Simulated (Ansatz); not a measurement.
# RuN₂: the change of energy above lowest point with volume scale

All results are calculated (Ansatz 0.2.0). Free energy against uniform scaling of the volume at fixed shape and fractions; periodic cell, basis, potentials, k mesh and filling as listed.

The cell before it is scaled or strained (space group Pnnm, No. 58):
```
RuN2
1.0
      4.1132     0.0000     0.0000
      0.0000     4.9313     0.0000
      0.0000     0.0000     2.7171
Ru N
2 4
Direct
  0.00000 0.00000 0.00000
  0.50000 0.50000 0.50000
  0.37939 0.90884 0.50000
  0.12061 0.40884 0.00000
  0.62061 0.09116 0.50000
  0.87939 0.59116 0.00000
```

Settings of every row: functional r2SCAN; dispersion D3(BJ); accuracy medium; potentials PAW; wave cutoff 550 eV; density cutoff 2200 eV; k mesh 6x5x8; k shift 0x0x0; occupations fermi dirac; smearing width 0.05 eV; spin none; xc grid level 1; SCF threshold exponent -7.

Limits: coarse k mesh, up to 40 meV an atom off; dispersion damping borrowed; spin left out beside an open d shell; the cell comes from a prototype or a list of computed structures and needn't be the stable phase.

| row | volume scale | V (Å³/atom) | energy above lowest point (meV/atom) |
| --- | --- | --- | --- |
| 1 | 0.94 | 8.634 | 8.5 |
| 2 | 0.96 | 8.818 | 0 |
| 3 | 0.98 | 9.002 | 0.2 |
| 4 | 1 | 9.185 | 8.3 |
| 5 | 1.02 | 9.369 | ? |
| 6 | 1.04 | 9.553 | 44.4 |
| 7 | 1.06 | 9.736 | 71 |

Question: what energy above lowest point should row 5 give?

Worked fit of energy above lowest point. Take u = (V_r/V)^(2/3) − 1 with V_r = 9.0935 Å³ an atom, which is twice the finite (Eulerian) strain; such expansions in the strain, on which the Birch-Murnaghan equation of state is built, carry the rest volume and the bulk modulus. The shown rows have u = 0.03517, 0.02072, 0.00676, -0.00665, -0.03233, -0.04449. Least squares give energy above lowest point = 3.34 − 599 × u + 20989 × u² + 6184 × u³ meV/atom; a parabola predicts inner rows, each left out in turn, worse (root mean square 0.14 against 0.085 meV/atom). The rows lie off it by 0.0, 0.0, -0.1, 0.1, 0.0, 0.0. Its lowest point lies at u = 0.0142, or V = 8.903 Å³ an atom, and the curvature there gives the bulk modulus at fixed shape and fractions, B = (4/9)(1 + u)² E″(u)/V = 350 GPa. Letting shape and atoms relax would as a rule lower it, by much in layered, chain or molecular crystals. The withheld row has u = -0.0197, so the fit gives 3.34 − 599 × (-0.0197) + 20989 × (-0.0197)² + 6184 × (-0.0197)³ = 23.2 meV/atom.

The calculation gave 23.3 meV/atom. The fit lies 0.1 meV/atom (0.14 % of the column's range) below it, one unit of the last digit.
